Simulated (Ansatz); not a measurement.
**From the elastic tensor of TaRu at 6 GPa (stress–strain coefficients) to moduli and sound speeds**

The calculation used DFT LDA, scalar-relativistic, plane waves, PAW (Ansatz 0.2.0). Cutoff 420 eV, 14×14×12 k-points (Γ-centred), Fermi-Dirac smearing of 0.15 eV. No spin polarisation.

It takes space group P4/mmm (No. 123, tetragonal). The conventional cell has a = 2.986 Å, b = 2.986 Å, c = 3.339 Å, α = 90.00°, β = 90.00°, γ = 90.00°. Ta (site symmetry 4/mmm) is surrounded by 8 Ru at 2.69 Å and 4 Ta at 2.99 Å. Ru (site symmetry 4/mmm) is surrounded by 8 Ta at 2.69 Å and 4 Ru at 2.99 Å.

In a metal, frequencies and elastic constants depend on the k mesh and the smearing, soft modes and shear constants most. Spin–orbit coupling is left out, which can shift energies with elements as heavy as these. Other phases may be more stable at this pressure.

Relaxed-ion constants (GPa, on the Cartesian axes of the calculation):
C11 = 442.1, C12 = 236.0, C13 = 259.3, C22 = 442.1, C23 = 259.3, C33 = 409.5, C44 = 82.9, C55 = 82.9, C66 = 79.5 GPa; the others vanish.

Density 15.730 g/cm³; 2 atoms in 29.77 Å³.

The values that follow are for a polycrystal of randomly turned grains, by Hill's mean where one number stands.

With S = C⁻¹: B_V = (C11+C22+C33+2(C12+C13+C23))/9, G_V = (C11+C22+C33−C12−C13−C23+3(C44+C55+C66))/15, 1/B_R = S11+S22+S33+2(S12+S13+S23), 15/G_R = 4(S11+S22+S33−S12−S13−S23)+3(S44+S55+S66); Hill is their mean. Then v_l = √((B+4G/3)/ρ), v_t = √(G/ρ), v_m = [(2/v_t³+1/v_l³)/3]^(−1/3) and Θ = (ħ/k_B)·v_m·(6π²n/V)^(1/3) for n atoms in the volume V; E = 9BG/(3B+G), ν = (3B−2G)/(2(3B+G)) and A^U = 5G_V/G_R + B_V/B_R − 6.

```json
{
  "Bulk modulus, Voigt / Reuss / Hill": "311.5 / 311.4 / 311.4 GPa",
  "Shear modulus, Voigt / Reuss / Hill": "85.0 / 84.1 / 84.5 GPa",
  "Young's modulus": "233 GPa",
  "Poisson ratio": "0.376",
  "Pugh ratio B/G": "3.68",
  "Universal anisotropy index": "0.05",
  "Longitudinal and transverse sound speeds": "5193 and 2318 m/s",
  "Debye temperature from the mean sound speed": "317 K"
}
```

Cost: 1 run of about 3.5 core-minutes, on Arm Neoverse V1 (shared hosts).

Tetragonal TaRu strongly resists compression but shears comparatively easily, with a bulk modulus of 311.4 GPa against a shear modulus of 84.5 GPa. Combining a group 5 with a group 8 metal brings the d band close to half filling, where mostly bonding states are occupied; this probably accounts for the high bulk modulus. C12 and C13 exceed C66 and C44 by far more than the applied pressure can explain, so central pair forces alone do not describe the bonding, and the electron gas contributes substantially to the resistance to volume change. The lattice is somewhat softer along c than along a, consistent with the wider spacing of like atoms in that direction, yet the overall elastic anisotropy is small. The high B/G ratio suggests ductility but does not establish it, since dislocation mobility and grain-boundary cohesion also matter. The tensor satisfies the stability conditions for small homogeneous strains, which leaves open an instability towards atomic displacements that enlarge the cell.
